**Q:** This CoGe cell holds one Co and one Ge atom. What does it cost to force a magnetic moment on it?

**A:** Little at first and a great deal later. A moment of 0.4 μB per cell costs about 2 meV/atom, and one of 2.6 μB costs about 700 meV/atom. If the cell resisted like a simple spring, seven times the moment would cost about fifty times the energy, far less than this. The values come from density-functional theory with a semilocal functional, with the atoms fixed and the total moment held at each chosen value.

CoGe in a fixed R-3m cell of 2 atoms (conventional a = 2.791 Å, c = 10.910 Å), computed with Ansatz 0.2.0 using PBEsol, plane-wave PAW, scalar-relativistic, with collinear spin. The cutoff is 420 eV, the k mesh 18×18×18 and the Gaussian smearing 0.1 eV. Energies are extrapolated to zero smearing, and pressure is positive in compression.

```csv
held cell moment (μB),energy above lowest (meV/atom),pressure (GPa),largest site moment (μB)
0,0.0,-0.13,0.00
0.38,1.6,0.48,0.39
0.75,24.5,2.11,0.73
1.12,68.8,4.94,1.05
1.5,142.9,8.63,1.35
1.88,?,?,?
2.25,439.5,17.94,1.85
2.62,678.9,23.52,2.07
3,?,?,?
```

**Q:** How do I read the columns?

**A:** The held cell moment M measures the excess of one spin over the other, in steps of about 3/8 μB. My fits use exact multiples of 3/8, which differ from the held moments by at most 0.005 μB. Positive pressure means that the cell would like to expand. The largest site moment belongs to a single atom. The table doesn't name it, but I take it to be Co, whose open d shell is the natural home of a moment. The question marks are what we shall predict.

**Q:** Why is the start so cheap?

**A:** Two large energies nearly cancel. To make a moment, electrons must leave filled states of one spin for empty, higher states of the other, and this costs band energy. Electrons of like spin avoid each other, which lowers their repulsion, so exchange refunds part of the cost. In a metal close to magnetism the refund is almost complete.

In Stoner's simple model the energy per cell is E = (1/n − I)M²/4. Here n is the number of states per eV and spin at the Fermi level, and I is the strength of exchange. When nI reaches 1, a small moment costs nothing, and beyond that point a moment appears by itself. The flat start suggests that this cell lies near that point, though the table has no density of states to confirm it.

**Q:** Can I see from the table how hard the cell is being pushed?

**A:** Yes, from the slope. Holding a moment gives the two spins separate Fermi levels. Moving one electron across changes M by 2 μB and costs the distance between these levels, so the distance is twice the energy slope per cell. It averages 0.02 eV in the first step and 2.6 eV in the step from 2.25 to 2.62 μB.

**Q:** Then is the cell non-magnetic when left alone?

**A:** It is non-magnetic or very weakly magnetic; the table can't decide. A shallow minimum between 0 and 0.38 μB would slip between the points. The smearing of 0.1 eV is also wider than the distance of the Fermi levels in that first step, and smearing can erase a small moment. With one Co atom per cell, opposed moments on neighbouring Co atoms can't occur at all.

**Q:** Why doesn't the cheap start last?

**A:** I think that the refund shrinks, though this is unlikely to be the only cause. Exchange works mainly inside the d shell of Co, so it rewards the moment on that site and not the moment of the whole cell. At 0.38 μB the site carries all of the cell's moment, but at 2.62 μB only 79 % of it. The rest sits on Ge or between the atoms, where it still costs band energy and earns little.

The size is plausible. With I about 1 eV, a rough recalled value for Co, the lost refund comes to about 60 meV/atom for each μB². The energy divided by M² rises by 87 in the same unit between those two rows. So the shrinking refund could be a large part of the stiffening, but so rough an estimate can't prove it, and it leaves room for another cause.

**Q:** Couldn't the bands simply run out of states near the Fermi level?

**A:** At the start they do thin out. The runs also print a smearing entropy, which grows with the number of states near the Fermi levels. Between 0 and 0.38 μB it drops by about a quarter, from 9.7 to 7.4 meV per cell. With fewer states at hand, electrons must climb further, so I expect this to explain part of the early stiffening.

From 0.75 to 1.5 μB the entropy hardly changes. But it adds up both spins, and the spin with fewer states can still drive up the cost. For larger moments the pressure offers a hint. Compression widens the bands and raises the band cost, while exchange within an atom hardly changes. The pressure therefore sees the cost without most of the refund. If thinning bands caused all the stiffening, and compression stretched them all alike, the pressure rise divided by M² should grow with the moment. Instead it falls, from 4.0 GPa/μB² at 0.75 μB to 3.4 at 2.62 μB. Real bands don't all stretch alike, so this doesn't rule thinning out.

**Q:** How do we turn this into a prediction?

**A:** The site's share of the moment falls roughly in proportion to M. The refund per M² then shrinks in the same way, which adds a term in M³ to the energy: E = aM² + bM³. I fitted a and b to the seven known rows. This is a form for interpolating between moments, and a good fit doesn't establish the cause.

For 3 μB, a row outside the fit, the sum is short. The first term gives 18.24 × 9 = 164 meV/atom and the second 30.55 × 27 = 825 meV/atom. Together they make 989 meV/atom. Most of the cost now comes from the term that was the smaller one at the start.

**Q:** What are your forecasts, with honest ranges?

**A:** For the energy I say 266 ± 8 meV/atom at 1.88 μB and 989 ± 45 meV/atom at 3 μB. The first should lie below the straight line between its neighbours. The last step should cost more than the one before it.

The pressure is minus the volume derivative of the energy, so it gets the same powers of M plus a constant. That gives 13.0 ± 0.3 GPa and 29.4 ± 1.0 GPa.

For the site moment I use a term in M and a saturation term in M². They give 1.62 ± 0.02 μB and 2.25 ± 0.05 μB, with a smaller gain in the last step than in the one before.

The ranges are judgements. They are wider at 3 μB because that point lies beyond the known rows, where the edge of a band could steepen the curve.

The withheld rows as computed:

```csv
held cell moment (μB),energy above lowest (meV/atom),pressure (GPa),largest site moment (μB)
1.88,264.9,13.00,1.62
3,995.0,29.79,2.27
```

**Q:** How did you do?

**A:** All six values fall within their ranges, and the three statements about the trend hold. At 1.88 μB all three forecasts agree with the calculation to better than 1 %. That is the easier test, since known points lie on both sides.

At 3 μB all three forecasts are slightly low. The energy is 6 meV/atom higher than I said, less than 1 % of its value, and my range was much too cautious. The steep rise that I allowed for at a band edge did not come. Much of this small miss may come from the rounded moments in my fit. Near 2.62 μB the curve is so steep that 0.005 μB is worth about 4 meV/atom.

The pressure is 0.4 GPa above the forecast and the site moment 0.02 μB above it. In both fits a single negative term holds the curve down, and it goes on growing by the same rule beyond the last known point. The computed values are held down a little less there.

**Q:** Would the usual Landau series, with M² and M⁴, have done as well?

**A:** No. Fitted to the same rows, it puts the energy at 3 μB too high by 38 meV/atom. Landau's series is meant for small moments, and its fourth power grows too fast when stretched over this whole range.

My own formula fails at the other end. At 0.38 μB it gives about 4 meV/atom where the calculation has 1.6, although that row was part of the fit. It serves for the cost of large moments, but not for deciding whether a small one forms. The printed output below gives the fits in full.

**Q:** If I need the cost of a large moment in a real piece of this material, may I take these energies as they stand?

**A:** No. CoGe made at ordinary pressure is monoclinic, and this cell has a different structure, so the curve doesn't describe a real piece. Even for this structure, the energies are the cost in a cell that isn't allowed to expand. At 3 μB the pressure is about 30 GPa, so a cell free to grow would lower its energy. The cost of the moment would then be smaller, by an amount that this table doesn't give.

**Q:** And how would I guess the curve for a related compound?

**A:** Ask first how nearly exchange refunds the band cost. More states at the Fermi level mean a flatter start, or even a moment that forms by itself, and fewer mean a stiffer one. Then ask whether those states lie in a narrow peak, which even a small moment would use up. Last, ask how much moment the magnetic atom can hold before the rest spills onto its neighbours. If my explanation of the shrinking refund holds there too, the sooner it spills, the sooner the curve should steepen.

Printed output of the fit:

```
fit of energy_above_lowest on 7 rows: coefficient of M**2 18.24 +/- 1.3, coefficient of M**3 30.55 +/- 0.55; rms 1.51, worst 0.38 2.58, leave-one-out rms 2.27
  rows outside the fit (model, value, miss): 1.88 265.5, 264.9, 0.624; 3.0 989.1, 995, -5.91
fit of energy_above_lowest on 7 rows: coefficient of M**2 47.61 +/- 2.3, coefficient of M**4 7.464 +/- 0.38; rms 4.29, worst 2.25 -7.2, leave-one-out rms 11.9
  rows outside the fit (model, value, miss): 1.88 259.6, 264.9, -5.28; 3.0 1033, 995, 38
fit of pressure on 7 rows: constant -0.1526 +/- 0.039, coefficient of M**2 4.467 +/- 0.061, coefficient of M**3 -0.3939 +/- 0.023; rms 0.0438, worst 0.75 0.0842, leave-one-out rms 0.0751
  rows outside the fit (model, value, miss): 1.88 12.96, 13, -0.0433; 3.0 29.42, 29.79, -0.371
fit of largest_site_moment on 7 rows: coefficient of M 1.049 +/- 0.0056, coefficient of M**2 -0.09964 +/- 0.0025; rms 0.00494, worst 0.38 -0.0108, leave-one-out rms 0.00763
  rows outside the fit (model, value, miss): 1.88 1.616, 1.62, -0.00404; 3.0 2.249, 2.27, -0.0208
Steps and ratios:
   row  step cost meV/atom  mean Fermi-level distance in step eV  energy/M2 meV/atom/muB2  pressure rise/M2 GPa/muB2  site/cell moment
  0.38                 1.6                               0.01707                    11.38                      4.338              1.04
  0.75                22.9                                0.2443                    43.56                      3.982            0.9733
  1.12                44.3                                0.4725                    54.36                      4.006            0.9333
   1.5                74.1                                0.7904                    63.51                      3.893               0.9
  1.88                 122                                 1.301                    75.35                      3.735             0.864
  2.25               174.6                                 1.862                    86.81                      3.569            0.8222
  2.62               239.4                                 2.554                    98.53                      3.432            0.7886
   3.0               316.1                                 3.372                    110.6                      3.324            0.7567
Forecast cost of the last step, 2.62 to 3 muB, meV/atom: 310.2
Straight line between neighbours at 1.88 muB, meV/atom: 291.2
Rise of energy/M2 from 0.38 to 2.62 muB, meV/atom/muB2: 87.15
Exchange gain/M2 lost by the lagging site moment, rough, meV/atom/muB2: 57.47
```
